# Margin comments on the drain current of a fully depleted SOI MOSFET with a mixed back surface

**1. Conventions.** The device is an n-channel transistor in a p-type film of thickness $t_{si}$ with uniform acceptor density $N_A$, between a front oxide $t_{ox1}$ and a buried oxide $t_{ox2}$. The coordinate $x$ runs from the front interface ($x=0$) to the back interface ($x=t_{si}$), and $y$ from source ($y=0$) to drain ($y=L$). Terminal voltages are referred to the source. Capacitances per area are $C_{ox1}=\varepsilon_{ox}/t_{ox1}$, $C_{si}=\varepsilon_{si}/t_{si}$, $C_{ox2}=\varepsilon_{ox}/t_{ox2}$. Charges are written as magnitudes: $Q_D=qN_At_{si}$ for the acceptors, $Q_n\ge0$ for the front electron sheet (so $Q_{inv}=-Q_n$), $Q_p\ge0$ for the back hole sheet. The thermal voltage is $\phi_t=k_BT/q$, and $\phi_F=\phi_t\ln(N_A/n_i)$. The model is the one of Lim and Fossum (threshold 1983, current 1984).

**2. The zero of potential, which a depleted film does not supply.** In a bulk transistor $\psi=0$ is the neutral substrate. Here no part of the film is neutral, so the zero must be defined. Take $\psi=0$ where the bands lie as they would in neutral film material in equilibrium with the source. Let $V(y)$ be the electron quasi-Fermi potential, with $V(0)=0$ and $V(L)=V_D$, and let the hole quasi-Fermi potential be that of the source. Then

$$p=N_Ae^{-\psi/\phi_t},\qquad n=N_Ae^{(\psi-2\phi_F-V)/\phi_t}.\tag{1}$$

The flat-band voltages $V_{FB1}$ and $V_{FB2}$ refer to this zero and contain the work-function differences and the fixed oxide charges.

**3. Premises.**

- P1, gradual channel: Poisson's equation is solved along $x$ at each $y$.
- P2, depletion approximation: inside the film the only charge is $-qN_A$. Mobile carriers form sheets of zero thickness at the two interfaces.
- P3, front pinning: wherever $Q_n>0$, $\psi_{s1}=2\phi_F+V$, the value at which (1) gives $n=N_A$.
- P4, back pinning: wherever $Q_p>0$, $\psi_{s2}=0$, the value at which (1) gives $p=N_A$. Where $\psi_{s2}>0$, $Q_p=0$.
- P5: steady state, no generation, no hole current, holes held at source potential.
- P6: constant mobility $\mu$, ideal conducting gates, no interface traps, no series resistance.

P4 needs P5. Pinning ties $\psi_{s2}$ to the hole quasi-Fermi level, and that level is flat along $y$ only because no hole current flows. The front pinning level follows $V(y)$; the back one does not. This asymmetry is the origin of the whole result.

**4. The film.** By P1 and P2, $d^2\psi/dx^2=qN_A/\varepsilon_{si}$. The solution with $\psi(0)=\psi_{s1}$ and $\psi(t_{si})=\psi_{s2}$ is

$$\psi=\psi_{s1}+(\psi_{s2}-\psi_{s1})\frac{x}{t_{si}}-\frac{qN_A}{2\varepsilon_{si}}x(t_{si}-x).\tag{2}$$

With $E=-d\psi/dx$, the fields just inside the film are

$$\varepsilon_{si}E(0^+)=C_{si}(\psi_{s1}-\psi_{s2})+\tfrac12Q_D,\qquad \varepsilon_{si}E(t_{si}^-)=C_{si}(\psi_{s1}-\psi_{s2})-\tfrac12Q_D.\tag{3}$$

The halves are the lever rule for uniform charge between two fixed potentials: the centroid is at mid-film, so each face carries half the flux.

**5. Gauss's law at the two faces.** The displacement along $+x$ is $C_{ox1}(V_{G1}-V_{FB1}-\psi_{s1})$ in the front oxide and $C_{ox2}(\psi_{s2}-V_{G2}+V_{FB2})$ in the buried oxide. It jumps by $-Q_n$ at $x=0$ and by $+Q_p$ at $x=t_{si}$. With (3),

$$Q_n=C_{ox1}(V_{G1}-V_{FB1}-\psi_{s1})-C_{si}(\psi_{s1}-\psi_{s2})-\tfrac12Q_D,\tag{4}$$

$$Q_p=C_{ox2}(\psi_{s2}-V_{G2}+V_{FB2})-C_{si}(\psi_{s1}-\psi_{s2})+\tfrac12Q_D.\tag{5}$$

Both are linear in the surface potentials because $Q_D$ is a constant. In a bulk device the depletion charge grows as $\sqrt{2\phi_F+V}$, and a body factor appears only after that root is linearised. Here nothing is linearised. A fixed $Q_D$ does not, however, make the body factor unity: the term $C_{si}(\psi_{s1}-\psi_{s2})$ is flux that crosses the whole film and ends on holes or on the back gate.

**6. State of the back surface at each point.** Insert P3 in (5) and collect terms:

$$(C_{si}+C_{ox2})\psi_{s2}-Q_p=C_{si}V-C_{ox2}(V_{G2acc}-V_{G2}),$$

$$V_{G2acc}=V_{FB2}-\frac{C_{si}}{C_{ox2}}2\phi_F+\frac{Q_D}{2C_{ox2}}.\tag{6}$$

$V_{G2acc}$ is the back-gate voltage at which the source end, with its front inverted, has both $\psi_{s2}=0$ and $Q_p=0$. Define

$$V^*=(V_{G2acc}-V_{G2})\frac{C_{ox2}}{C_{si}},\tag{7}$$

so that the right side is $C_{si}(V-V^*)$. P4 demands $\psi_{s2}\ge0$, $Q_p\ge0$ and $\psi_{s2}Q_p=0$. A negative right side then forces $Q_p>0$ and $\psi_{s2}=0$, and a positive one forces $\psi_{s2}>0$ and $Q_p=0$. The solution is unique:

$$V<V^*:\ \psi_{s2}=0,\ Q_p=C_{si}(V^*-V);\qquad V>V^*:\ Q_p=0,\ \psi_{s2}=\frac{C_{si}(V-V^*)}{C_{si}+C_{ox2}}.\tag{8}$$

The denominator of (7) is $C_{si}$ and not $C_{si}+C_{ox2}$. While the back is pinned, the buried-oxide field does not change with $y$. The back gate stores $C_{ox2}(V_{G2acc}-V_{G2})$ of holes at the source, and each volt of channel potential removes $C_{si}$ times one volt through the film alone. Since $V$ rises monotonically with $y$, the order along the channel is always accumulation first, depletion after.

**7. Two lines of inversion charge.** Write $U=Q_n/C_{ox1}$ for the local overdrive. For $V<V^*$, (4) with $\psi_{s2}=0$ gives

$$U=V_{GT}-n_aV,\qquad n_a=1+\frac{C_{si}}{C_{ox1}},\tag{9}$$

$$V_{GT}=V_{G1}-V_{Ta},\qquad V_{Ta}=V_{FB1}+n_a2\phi_F+\frac{Q_D}{2C_{ox1}}.$$

For $V>V^*$, (4) gains the term $(C_{si}/C_{ox1})\psi_{s2}$. Its slope is $C_{si}^2/[C_{ox1}(C_{si}+C_{ox2})]$, and subtracting that from $n_a$ gives

$$U=(V_{GT}-n_aV^*)-n_d(V-V^*),\qquad n_d=1+\frac{C_{si}C_{ox2}}{C_{ox1}(C_{si}+C_{ox2})}.\tag{10}$$

In both cases $n=1+C_b/C_{ox1}$, where $C_b$ is the capacitance from the channel to the nearest fixed potential below it: the film alone, or film and buried oxide in series. Hence $1<n_d<n_a$. The charge is linear in $V$ in each state and piecewise linear in the mixed one. It is continuous at $V^*$ because $\psi_{s2}$ is.

**8. Which threshold is meant.** $V_{Ta}$ does not depend on $V_{G2}$, since the hole sheet screens the back gate. Line (10) can be written $U=V_{G1}-V_{Td}-n_dV$ with

$$V_{Td}=V_{Ta}+(n_a-n_d)V^*=V_{Ta}-(n_d-1)(V_{G2}-V_{G2acc}),\tag{11}$$

where the second form uses $(n_a-n_d)C_{ox2}/C_{si}=n_d-1$. For $V_{G2}>V_{G2acc}$ this is the true threshold of the depleted-back device. For $V_{G2}<V_{G2acc}$ it is an extrapolation that lies above the true threshold $V_{Ta}$ and governs only the drain part of the channel. Because $\psi_{s2}$ in (8) is the larger of zero and the depleted value, $U$ is the larger of the two lines at every $V$. Either single-state formula therefore gives too small a current in the mixed state.

**9. The current integral.** The electron current density, drift and diffusion together, is proportional to $n\,dV/dy$. With $V$ independent of $x$, integration over the sheet gives for the current into the drain $I=\mu WQ_n\,dV/dy$. No diffusion term has been dropped; the approximation lies wholly in $Q_n(V)$. By P5 $I$ is independent of $y$, so

$$I=\beta B,\qquad B=\int_0^{V_D}U\,dV,\qquad \beta=\mu C_{ox1}\frac WL.\tag{12}$$

The position of the boundary between the two states does not enter, because the change of variable from $y$ to $V$ removes it.

**10. Single states.** If one line $U=V_{G1}-V_T-nV$ holds from $0$ to $V_D$,

$$I=\beta\left[(V_{G1}-V_T)V_D-\tfrac12nV_D^2\right],\qquad I_{sat}=\beta\frac{(V_{G1}-V_T)^2}{2n}.\tag{13}$$

The pair $(V_{Td},n_d)$ applies when $V^*\le0$ and the back is not inverted. The pair $(V_{Ta},n_a)$ applies when $V$ never passes $V^*$, which happens in two ways: $V_D\le V^*$, or pinch-off at $V_{GT}/n_a\le V^*$.

**11. Mixed state below saturation.** Let $0<V^*<V_D$ and $U^*\equiv V_{GT}-n_aV^*>0$. Split (12) at $V^*$. The first part integrates (9) and the second integrates (10) in the variable $V-V^*$:

$$I=\beta\left[V_{GT}V^*-\tfrac12n_aV^{*2}+U^*(V_D-V^*)-\tfrac12n_d(V_D-V^*)^2\right].\tag{14}$$

Expanding $U^*$ and using $V^{*2}/2-V^*V_D=(V_D-V^*)^2/2-V_D^2/2$ turns this into

$$I=\beta\left[V_{GT}V_D-\tfrac12n_aV_D^2+\tfrac12(n_a-n_d)(V_D-V^*)^2\right].\tag{15}$$

The extra term vanishes quadratically at $V_D=V^*$. The current and the output conductance $\partial I/\partial V_D=\beta U(V_D)$ are continuous there, and only the curvature jumps, from $-\beta n_a$ to $-\beta n_d$. The onset of back depletion makes no visible kink in the output curve.

**12. Saturation.** The output conductance vanishes where $U(V_D)=0$. By (10),

$$V_{Dsat}=V^*+\frac{V_{GT}-n_aV^*}{n_d}.\tag{16}$$

Beyond this value line (10) would be negative, whereas by (1) the true $Q_n$ is positive and exponentially small, so the integral (12) stops growing. Setting $V_D-V^*=U^*/n_d$ in (14) gives $U^{*2}/n_d-U^{*2}/(2n_d)$ for the last two terms:

$$\boxed{I_{sat}=\mu C_{ox1}\frac WL\left[V_{GT}V^*-\tfrac12n_aV^{*2}+\frac{(V_{GT}-n_aV^*)^2}{2n_d}\right]}\tag{17}$$

It holds for $0\le V^*\le V_{GT}/n_a$, with $V_{GT}$ taken from the accumulated threshold $V_{Ta}$. The upper condition is easy to lose: the square in (17) hides the sign of $U^*$, and for $U^*<0$ the formula returns a spurious excess over the correct value $\beta V_{GT}^2/(2n_a)$.

**13. Two equivalent forms.** Completing the square in (17) about either line gives

$$\frac{I_{sat}}{\beta}=\frac{V_{GT}^2}{2n_a}+\frac{U^{*2}}{2}\left(\frac1{n_d}-\frac1{n_a}\right)=\frac{(V_{G1}-V_{Td})^2}{2n_d}+\tfrac12(n_a-n_d)V^{*2}.\tag{18}$$

Each added term is the area of a triangle between the two lines in the $(V,U)$ plane. The first vanishes at $U^*=0$ and the second at $V^*=0$, both quadratically, so (17) joins the two cases of (13) with continuous value and slope.

**14. Transconductances.** $V^*$ does not depend on $V_{G1}$. Differentiating (17) with respect to $V_{G1}$, and with respect to $V_{G2}$ through $\partial V^*/\partial V_{G2}=-C_{ox2}/C_{si}$,

$$g_m=\beta\left(V^*+\frac{U^*}{n_d}\right)=\beta V_{Dsat},\qquad g_{m2}=\beta(n_d-1)(V_{Dsat}-V^*).\tag{19}$$

The second follows from $\partial B/\partial V^*=U^*(1-n_a/n_d)=-(n_a-n_d)(V_{Dsat}-V^*)$ and the identity under (11). The back gate controls the saturation current although it leaves the threshold untouched, and it acts only through the depleted range of $V$.

**15. Where the boundary lies.** Integrating $I\,dy=\mu WQ_n\,dV$ from the source to the point $y^*$ at which $V=V^*$,

$$\frac{y^*}{L}=\frac{V_{GT}V^*-\tfrac12n_aV^{*2}}{B}.\tag{20}$$

From $dV/dy=B/(LU)$ and $dU=-n\,dV$ one has $d(U^2)/dy=-2nB/L$, so $U^2$ is piecewise linear in $y$. The lateral field is continuous at $y^*$. The boundary retreats toward the source as $V_D$ rises and stops at saturation.

**16. Two consistency conditions.** P2 needs $\psi>0$ inside the film. The potential (2) is convex, so it falls monotonically to $\psi_{s2}\ge0$ if $E(t_{si}^-)\ge0$. In the accumulated part (3) makes this $2\phi_F+V\ge Q_D/(2C_{si})$. The worst point is the source, where the condition is

$$t_{si}\le x_{dmax}=\sqrt{2\varepsilon_{si}2\phi_F/(qN_A)}.\tag{21}$$

In the depleted part (8) gives $\psi_{s1}-\psi_{s2}=2\phi_F+V^*+(V-V^*)C_{ox2}/(C_{si}+C_{ox2})$, which is larger than at the source, so (21) suffices. The back cannot invert either: that needs $\psi_{s2}\ge2\phi_F+V$, and (8) gives $\psi_{s2}<V$.

**17. The device and its bias.** All inputs are illustrative or typical: $t_{ox1}=20$ nm, $t_{si}=100$ nm, $t_{ox2}=400$ nm, $N_A=5\times10^{22}$ m$^{-3}$, $W=L=50\ \mu$m, $T=300$ K, $\varepsilon_{si}=11.7\varepsilon_0$, $\varepsilon_{ox}=3.9\varepsilon_0$, $n_i=1.0\times10^{16}$ m$^{-3}$, $V_{FB1}=-0.96$ V (approximate for an n$^+$ polysilicon gate), $V_{FB2}=0$, $\mu=0.040$ m$^2$V$^{-1}$s$^{-1}$, $V_{G1}=5$ V, $V_{G2}=-20$ V. Intermediate values are carried unrounded and printed to three or four figures only so that the arithmetic can be followed.

- $\phi_t=25.85$ mV, $2\phi_F=0.7975$ V.
- $C_{ox1}=1.727\times10^{-3}$, $C_{si}=1.036\times10^{-3}$, $C_{ox2}=8.633\times10^{-5}$ F/m$^2$, so $C_{si}/C_{ox2}=12$.
- $Q_D=8.011\times10^{-4}$ C/m$^2$, $Q_D/(2C_{si})=0.3866$ V, $x_{dmax}=144$ nm, so (21) holds.
- $n_a=1.6$, $n_d=1.046$.
- $V_{Ta}=-0.96+1.276+0.232=0.548$ V, $V_{GT}=4.452$ V.
- $V_{G2acc}=-9.570+4.640=-4.931$ V, $V^*=1.256$ V, $V_{Td}=1.244$ V.
- $U^*=2.443$ V, $V_{Dsat}=3.591$ V, $\beta=69.06\ \mu$A/V$^2$.

Since $U^*>0$ the state is mixed in saturation. At this back bias that requires $V_{G1}>V_{Ta}+n_aV^*=2.557$ V, and at $V_{G1}=5$ V it requires $V_{G2}$ between $-38.3$ V and $-4.931$ V.

**18. The currents.** The bracket of (17) is $4.329+2.852=7.181$ V$^2$.

| $V_D$ (V) | $I$ from (13), (15), (17) (mA) | accumulated formula (mA) | $y^*/L$ |
|---|---|---|---|
| 1 | 0.252 | 0.252 | no depleted part |
| 2 | 0.405 | 0.394 | 0.739 |
| 3 | 0.483 | 0.428 | 0.619 |
| saturation | 0.496 | 0.428 | 0.603 |

The accumulated formula saturates at $V_{GT}/n_a=2.782$ V. The mixed saturation current exceeds it by 16 per cent. The depleted formula with $V_{Td}$ gives 0.466 mA, 6 per cent below (17). Pairing the true threshold $V_{Ta}$ with $n_d$ belongs to no state of the device and gives 0.654 mA, 32 per cent too much. From (19), $g_m=0.248$ mS and $g_{m2}=7.4\ \mu$S.

**19. Size of the pinning offsets (P3, P4).** These rival the 16 per cent. Inside a thin carrier layer, with the acceptors neglected, Poisson's equation multiplied by $d\psi/dx$ integrates to $\tfrac12\varepsilon_{si}(E_s^2-E_f^2)=q\phi_tc_s$. Here $E_s$ is the field at the interface, $E_f$ the field (3) on the film side, and $c_s=N_Ae^{\delta/\phi_t}$ the surface density when the potential passes the pinning level by $\delta$. Since the sheet charge is $Q=\varepsilon_{si}(E_s-E_f)$,

$$\delta=\phi_t\ln\frac{Q\bar E}{qN_A\phi_t},\qquad \bar E=\tfrac12(E_s+E_f)=E_f+\frac{Q}{2\varepsilon_{si}}.\tag{22}$$

At the source the front has $Q_n=7.69\times10^{-3}$ C/m$^2$ and $\bar E=4.89\times10^7$ V/m, so $\delta_1=0.19$ V. The back has $Q_p=1.30\times10^{-3}$ C/m$^2$ and $\bar E=1.04\times10^7$ V/m, so $\delta_2=0.11$ V. Put $\psi_{s1}=2\phi_F+V+\delta_1$ and $\psi_{s2}=-\delta_2$ in (4) and (5), with the offsets held at these values. The form of (17) is unchanged, with

$$V_{GT}\to V_{GT}-n_a\delta_1-(n_a-1)\delta_2,\qquad V^*\to V^*-\delta_1-(1+C_{ox2}/C_{si})\delta_2.$$

This gives 4.08 V and 0.94 V, and $I_{sat}=0.43$ mA, a factor 0.87 of the pinned value. The excess over the accumulated formula with the same offsets becomes 21 per cent. This is an estimate of size and not a bound. The offsets shrink along the channel and the film sees only part of them, which lessens the loss. The front surface density from (22), $9\times10^{25}$ m$^{-3}$, is degenerate, and degeneracy and quantisation increase the loss. At $V=V^*$ the model sets $Q_p=0$, while (1) leaves a tail $qN_A\phi_t/E_s=1.2\times10^{-5}$ C/m$^2$ in the field $E_s=1.67\times10^7$ V/m. That is 0.012 V in units of $Q/C_{si}$, so the corner at $V^*$ is rounded over a few $\phi_t$, which is small against $V^*$.

**20. Floating body (P5).** Without a body contact, holes from impact ionisation at the drain collect in the accumulated part and raise its quasi-Fermi potential to some $V_B>0$. The back pins at $\psi_{s2}=V_B$, which is the case $\delta_1=0$, $\delta_2=-V_B$ above. $V_{Td}$ is unchanged, so by the second form of (18) the current rises by $\tfrac12\beta(n_a-n_d)$ times the increase of $V^{*2}$. An assumed $V_B=0.4$ V gives $V^*=1.69$ V and 0.52 mA, a rise of 5 per cent. Full depletion at the source now needs $V_B\le2\phi_F-Q_D/(2C_{si})=0.411$ V. Above that a neutral region appears and the derivation fails near the source. A fully depleted film with an accumulated back is thus open to the kink effect.

**21. Mobility and velocity (P6).** The front $\bar E$ of (22) is the usual effective field for electrons. It falls from $4.89\times10^7$ V/m at the source to $2.62\times10^7$ V/m at pinch-off. With the approximate law $\mu\propto\bar E^{-0.3}$, normalised at the source, the mobility at pinch-off is 1.21 times larger. Placed under the integral (12), where the weight $U$ favours the source, it multiplies $I_{sat}$ by 1.04 and the accumulated value by 1.02, and the excess becomes 18 per cent. For a velocity law $v=\mu E_y/(1+\mu E_y/v_{sat})$, with $E_y=dV/dy$, integration gives $I=\beta B/[1+\mu V_D/(v_{sat}L)]$. With the typical $v_{sat}=10^5$ m/s the correction is 0.029 at $V_{Dsat}$. It grows as $1/L$, so a channel of a few micrometres is already outside (17).

**22. Gradual channel (P1).** The neglected lateral term is about $\varepsilon_{si}t_{si}\,d^2V/dy^2$ per area, to be set against $Q_n$. In saturation $U^2=2n_dBs/L$ with $s=L-y$, and $d^2V/dy^2=n_dB^2/(L^2U^3)$. The ratio is $\lambda^2/(4n_ds^2)$ with $\lambda^2=\varepsilon_{si}t_{si}/C_{ox1}$. Here $\lambda=77$ nm, and the ratio reaches unity 38 nm from the drain. Drain field lines also pass through the buried oxide over distances of order $t_{ox2}$, so $L\gg t_{ox2}$ is the stricter demand.

**23. The back gate and the back interface (P6).** A negative $V_{G2}$ puts negative charge on the back gate. A p-type substrate supplies it by depleting and inverting, and absorbs part of the bias. An assumed drop of 0.8 V lowers $V^*$ by 0.067 V and, through $g_{m2}$, raises $I_{sat}$ by 1.2 per cent. Back-interface traps change occupancy while the hole level moves from its position at $\psi_{s2}=0$ to midgap, a range $\phi_F$. Beyond that both carrier densities at the back are below $n_i$ and emission holds the occupancy roughly fixed. A typical density of $10^{15}$ m$^{-2}$eV$^{-1}$ then takes up $6.4\times10^{-5}$ C/m$^2$ of negative charge, which acts in the depleted part as a rise of $V^*$ by 0.06 V. Self-heating is negligible at this size: 1.8 mW through the buried oxide, with a typical conductivity of 1.4 W m$^{-1}$K$^{-1}$, gives a mean rise of 0.2 K.

**24. Range of validity and result.** Equations (14) to (20) hold for a long channel ($L\gg t_{ox2}$, $L\gg\mu V_{Dsat}/v_{sat}$), a uniformly doped film with $t_{si}<x_{dmax}$ that is thick compared with the carrier layers, strong front inversion ($V_{GT}\gg n_a\phi_t$), holes at source potential, and $V^*$ and $U^*$ both positive and large against the offsets (22). At $V_{G2}=-20$ V and $V_{G1}=5$ V the model's back surface is accumulated over the first 0.6 of the channel in saturation, and the model's saturation current is 0.50 mA. The mobility input was chosen as typical of electrons at this effective field, so that the scale of the current is a typical one. The estimates above leave the absolute value good to between 10 and 15 per cent, with the largest correction downward, and place the excess over the accumulated formula between 16 and 21 per cent.